Why should a semiconductor almost lose its band gap when nothing about the crystal has changed, only the fineness of the waves used to describe its electrons? In indium phosphide the computed gap is 0.084 eV at the lowest plane-wave cutoff and 0.711 eV at the highest. The atoms stay in the same places throughout, so the small first value is an error of the basis and not a sign of a nearly metallic state.

Cutoff series for G0W0 with Yambo 5.3.0 on Quantum ESPRESSO PBE states of zincblende InP; the sweep value is the plane-wave cutoff in Ry. All rows use PseudoDojo 0.4.1 standard scalar-relativistic potentials, no spin–orbit coupling, a 4×4×4 k mesh (8×8×8 for the self-consistent step), 69 bands and a 3 Ry screening block, and the gap is taken on the k mesh.

```
sweep value  gap (eV)
         24     0.084
         32     0.575
         38     0.676
         49     0.708
         60     0.711
         70     0.711
         84     0.711
```

The sweep value is the cutoff $E$ in rydberg, the largest kinetic energy that a plane wave in the basis may have. A higher cutoff admits shorter waves and so finer detail in the orbitals. Errors below are shortfalls of the gap relative to the row at 84 Ry.

**How the error dies out**

The shortfall is 0.63 eV at 24 Ry, 0.14 eV at 32 Ry and 0.035 eV at 38 Ry. The next step, to 49 Ry, cuts it by a factor of about ten, which looks like a sudden improvement. That step is simply longer than the ones before it. Counted per rydberg, the error shrinks by roughly a fifth in each of these three intervals.

From 60 Ry on, the gap moves by no more than 0.03 meV. Changes of that size are too small to interpret.

**Which electrons need the short waves**

A plane-wave basis describes a broad, smooth orbital with few waves and a compact one with many. The most compact electrons treated here are those of the indium 4d shell, which lies well below the valence edge. When the short waves are left out, this shell is forced to spread, and its energy comes out too high. The outer s and p electrons that form the bonds are broader and suffer less.

One way for the 4d shell to reach the gap is through the top of the valence band. In the zincblende structure the phosphorus 3p states at the zone centre have the same symmetry as part of the indium 4d shell, so the two mix and repel each other. A 4d level that lies too high is closer to the 3p states and pushes them up harder. The s-like conduction edge at the zone centre has a different symmetry and escapes this push, so the gap narrows.

A second way runs through the conduction edge. A 4d shell that is spread too far screens the indium nucleus less well, and the s-like edge state, which reaches close to that nucleus, should be drawn down in energy. Both effects narrow the gap. They are expected from standard theory, but their shares were not computed here; comparing the 4d level and both band edges at 24 and 84 Ry would help to tell them apart. If the listed gap is the quasiparticle one, the self-energy is built from the same poorly described orbitals and can add a share of its own.

**A model of the missing detail**

Take the compact shell to be a smooth d orbital, $r^2\exp(-r^2/2a^2)$, where $r$ is the distance from the nucleus and $a$ a length. Its content of waves with wave number $q$ then falls as $q^4\exp(-a^2q^2)$. Leaving out a wave saves its kinetic energy, $q^2$ in rydberg if $q$ is in inverse bohr, but gives up about twice as much attraction, so the level rises by roughly the kinetic energy left out. Adding up these costs beyond the cutoff, where $q^2=E$, gives to leading order

$$\Delta(E)\propto E^{7/2}\exp(-a^2E).$$

Here $\Delta$ is the shortfall of the gap, taken as proportional to the error of the d level. The exponential expresses the smoothness of the orbital, and $a$ sets how soon it takes hold: the more compact the orbital, the later the error dies out.

The rows at 24 and 32 Ry fix the two constants. The shortfall falls between them by a factor of 4.609, so

$$a^2=\frac{\ln 4.609+3.5\,\ln(32/24)}{32-24}\approx 0.317\ \text{bohr}^2.$$

The row at 38 Ry took no part in this and can be predicted from the 136 meV at 32 Ry:

$$\Delta(38)\approx 136\ \text{meV}\times\left(\frac{38}{32}\right)^{3.5}\exp(-0.317\times 6)\approx 37\ \text{meV}.$$

The calculation gives 35 meV. At 49 Ry, also outside the fit, the model predicts 2.8 meV where the calculation gives 3.3 meV.

The two misses have opposite signs, so the shape of the tail is not exact. The model is weakest at 24 Ry, where the error is too large for a simple proportionality and the leading term is a rough approximation. Even so, it does better than two other forms drawn through the same two rows, as the printed output shows. A plain exponential in the cutoff overestimates the error at 49 Ry by more than half, and a power law, as a kink in the orbital would produce, overestimates it fourfold.

**What the length suggests**

The fitted $a$ places the densest shell of the model orbital at $\sqrt{3}\,a$, about 1 bohr from the nucleus. That is close to the size of the indium 4d shell, roughly 0.9 bohr, and well inside the phosphorus 3p shell at roughly 1.7 bohr. The agreement is consistent with the 4d shell as the source of the slow part of the convergence, but does not prove it. The length depends on the assumed form, since a p-shaped tail through the same two rows would give 0.75 bohr. How fast the short waves fade also depends on how the pseudopotential smooths the orbital near the nucleus.

The same reasoning helps with neighbouring compounds. Aluminium phosphide has no occupied d shell near its valence band, so its gap should settle at a lower cutoff, as long as the compact 2s and 2p electrons of aluminium are kept in the core. Gallium phosphide has a 3d shell, which is more compact than 4d; if that shell is treated as valence, the gap should need a higher cutoff.

**What the plateau is worth**

For this cell and these potentials, 49 Ry already brings the gap within about 3 meV of the value at 84 Ry. The higher cutoff uses about 2.2 times as many plane waves, since their number grows as $E^{3/2}$. At 38 Ry the remaining error is ten times larger, and it need not cancel when InP is compared with a compound of another metal, whose d shell may differ in size or be absent.

A flat curve in one setting does not make the gap itself correct. If it is the quasiparticle gap, its screening is known to be unconverged, and its sums over bands were not tested. The indium potential also freezes the 4s and 4p electrons while keeping 4d active, which can seriously distort a quasiparticle gap, and no cutoff repairs that. The plateau lies near the usual PBE gap of InP and at about half the measured one, roughly 1.4 eV. It should therefore be established whether 0.711 eV is the PBE or the G0W0 gap before it is used to judge either method.

Numerical output:

```
Gap shortfall against 84 Ry in meV:
  row  computed     d_tail  exponential  power_law
   24     627.3      627.3        627.3      627.3
   32     136.1      136.1        136.1      136.1
   38     35.37      37.11        43.27      54.64
   49      3.35      2.768        5.294      14.16
   60     -0.03     0.1723       0.6477       4.83
   70     -0.01    0.01243      0.09592       2.13
   84         0  0.0002788     0.006617     0.8087
Largest difference from 84 Ry among 60 and 70 Ry (meV): 0.03
Shortfall falls from 24 to 32 Ry by a factor: 4.609
Shortfall falls from 32 to 38 Ry by a factor: 3.848
Shortfall falls from 38 to 49 Ry by a factor: 10.56
d tail, predicted over computed shortfall at 38 Ry: 1.049
d tail, predicted over computed shortfall at 49 Ry: 0.8264
Plain exponential, predicted over computed at 38 Ry: 1.223
Plain exponential, predicted over computed at 49 Ry: 1.58
Power law, predicted over computed at 38 Ry: 1.545
Power law, predicted over computed at 49 Ry: 4.227
Exponent of the power law through 24 and 32 Ry: 5.311
Radius of the radial maximum for the d tail (bohr): 0.975
Same radius if a p tail is assumed instead (bohr): 0.7495
Kinetic energy beyond 32 Ry in the d model, order of magnitude only (eV): 1.694
Plane waves at 84 Ry over those at 49 Ry: 2.245
```
